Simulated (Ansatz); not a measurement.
## Li2O3: energy above lowest point and pressure against volume per atom

All results are calculated (Ansatz 0.2.0 development build). Equation of state of a cubic crystal from periodic Kohn-Sham density functional theory without spin; pressure corrected for the finite basis.

Cell of the first row (space group Pn-3m, No. 224):
```
cell vectors (Å)
   4.3825     0.0000     0.0000
   0.0000     4.3825     0.0000
   0.0000     0.0000     4.3825
atoms (fractions of the cell vectors)
Li  0.25000  0.25000  0.25000
Li  0.75000  0.75000  0.25000
Li  0.75000  0.25000  0.75000
Li  0.25000  0.75000  0.75000
O   0.50000  0.00000  0.00000
O   0.00000  0.50000  0.00000
O   0.00000  0.00000  0.50000
O   0.50000  0.50000  0.00000
O   0.50000  0.00000  0.50000
O   0.00000  0.50000  0.50000
```

Settings of every row: formula Li2O3; structure type cubic X2O3; functional PBE; spin treatment none; k mesh 8x8x8; occupation method fermi-dirac; occupation width 0.061225619 eV; wave cutoff 700 eV; datasets hard PAW; density cutoff ratio 4.

Limits: a cubic model structure, not a phase known at ambient conditions; modest k-mesh, values are not fully converged in k.

```
row  volume per atom (Å³)  energy above lowest point (meV/atom)  pressure (GPa)
  1                 8.417                                     ?               ?
  2                 8.597                                     4           3.677
  3                 8.776                                  0.98           1.759
  4                 8.955                                     0           0.034
  5                 9.134                                  0.84          -1.516
  6                 9.313                                  3.33          -2.909
  7                 9.492                                   7.3          -4.162
```

Question: what energy above lowest point and pressure should row 1 give?

Worked fit of energy above lowest point. Take u = (V_r/V)^(2/3) − 1 with V_r = 9.0445 Å³ an atom, which is twice the finite (Eulerian) strain; such expansions in the strain, on which the Birch-Murnaghan equation of state is built, carry the rest volume and the bulk modulus. The shown rows have u = 0.03441, 0.02029, 0.00665, -0.00654, -0.01931, -0.03168. Least squares give energy above lowest point = 0.203 − 64.54 × u + 5057 × u² + 730 × u³ meV/atom; a parabola predicts inner rows, each left out in turn, worse (root mean square 0.0086 against 0.0031 meV/atom). All shown rows lie on it to the printed digit. Its lowest point lies at u = 0.0064, or V = 8.959 Å³ an atom, and the curvature there gives the bulk modulus at fixed shape and fractions, B = (4/9)(1 + u)² E″(u)/V = 81.6 GPa. The withheld row has u = 0.0491, so the fit gives 0.203 − 64.54 × (0.0491) + 5057 × (0.0491)² + 730 × (0.0491)³ = 9.31 meV/atom.

The calculation gave 9.28 meV/atom. The fit lies 0.03 meV/atom (0.32 % of the column's range) above it; its largest miss of a shown row is 0.00 meV/atom. This row lies beyond the range of the fit.

Worked fit of pressure. Take u = (V_r/V)^(2/3) − 1 with V_r = 9.0445 Å³ an atom, which is twice the finite (Eulerian) strain; such expansions in the strain, on which the Birch-Murnaghan equation of state is built, carry the rest volume and the bulk modulus. The shown rows have u = 0.03441, 0.02029, 0.00665, -0.00654, -0.01931, -0.03168. Least squares give pressure = −0.7614 + 117.471 × u + 327 × u² + 225 × u³ GPa; a parabola predicts inner rows, each left out in turn, worse (root mean square 0.0027 against 0.00082 GPa). All shown rows lie on it to the printed digit. The pressure vanishes at u = 0.0064, or V = 8.959 Å³ an atom, and there the bulk modulus at fixed shape and fractions is B = −V dP/dV = (2/3)(1 + u) dP/du = 81.6 GPa. The withheld row has u = 0.0491, so the fit gives −0.7614 + 117.471 × (0.0491) + 327 × (0.0491)² + 225 × (0.0491)³ = 5.821 GPa.

The calculation gave 5.812 GPa. The fit lies 0.009 GPa (0.09 % of the column's range) above it; its largest miss of a shown row is 0.000 GPa. This row lies beyond the range of the fit.
